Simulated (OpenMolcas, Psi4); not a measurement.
A ladder of methods for GaBH3ClO (SMILES O[B](Cl)[GaH2])

GaBH3ClO: 7 atoms, total charge 0, spin state singlet. As SMILES, `O[B](Cl)[GaH2]`. The coordinates come from a PBE0-D4/def2-TZVP relaxation. This is one conformer, not always the lowest.

```xyz
7

O    -0.8455   -1.2291    0.9271
B    -0.0319   -0.6649    0.0179
Cl    0.8990   -1.7362   -1.0705
Ga    0.2024    1.4062   -0.1908
H    -0.8509   -2.1943    0.9059
H    -0.6913    2.2325   -1.1861
H     1.3180    2.1859    0.5965
```

Each level gives the energy change with the B2–Cl3 bond stretched from 1.789 to 2.325 Å (eV). The values are calculated.

```csv
level,kind,program,value (eV),less CCSD(T)/6-31G*,CPU time (all runs)
HF/6-31G* (spherical functions) (unrestricted),Hartree–Fock,OpenMolcas,1.19,-0.06,16 s
PBE/6-31G* (spherical functions) (restricted),GGA,OpenMolcas,1.08,-0.17,45 s
r2SCAN/6-31G* (spherical functions) (restricted),meta-GGA,OpenMolcas,1.14,-0.11,53 s
B3LYP/6-31G* (spherical functions) (restricted),global hybrid,OpenMolcas,1.09,-0.16,42 s
M06-2X/6-31G* (spherical functions) (restricted),hybrid meta-GGA,OpenMolcas,1.21,-0.04,52 s
B2PLYP/6-31G* (spherical functions) (restricted),double hybrid,OpenMolcas,1.18,-0.07,33 s
CCSD(T)/6-31G* (spherical functions) (restricted),coupled cluster or CI,OpenMolcas,1.25,0.00,1.8 min
CCSD/6-31G* (spherical functions) (restricted),coupled cluster or CI,Psi4,1.28,+0.03,56 s
```

Differences are taken from CCSD(T)/6-31G* (spherical functions) (restricted) for orientation; it has basis-set and higher-order errors of its own. All-electron rows without a relativistic Hamiltonian named are non-relativistic. The first shape isn't each level's own minimum. The values span 1.08 to 1.28 eV. In the correlated wave-function rows the outer d shell of Ga is correlated, in sets not made for it. CPU times are rough (shared hosts, several kinds of processor): they show what a rung costs within a factor of a few.

Stretching the B–Cl bond costs a similar amount at every level, with PBE lowest at 1.08 eV and CCSD highest at 1.28 eV. The cost reflects weaker overlap in a polar σ bond and the loss of π donation from a chlorine lone pair into the formally empty boron p orbital, for which the oxygen lone pair also competes.

Every density functional gives a softer stretch than CCSD(T), but the order doesn't follow exact exchange alone: B3LYP nearly coincides with PBE, while r2SCAN, which has none, lies above both. Hartree–Fock also falls below CCSD(T), probably because the compact bond gains more dynamic correlation than the stretched one. Its closeness to the double hybrid therefore doesn't indicate a comparable description of correlation.

Perturbative triples lower the CCSD value by only 0.03 eV, which suggests that strong static correlation has not yet set in at this elongation. The energies probe a partly stretched bond and don't establish how the methods would rank for full dissociation into radicals.
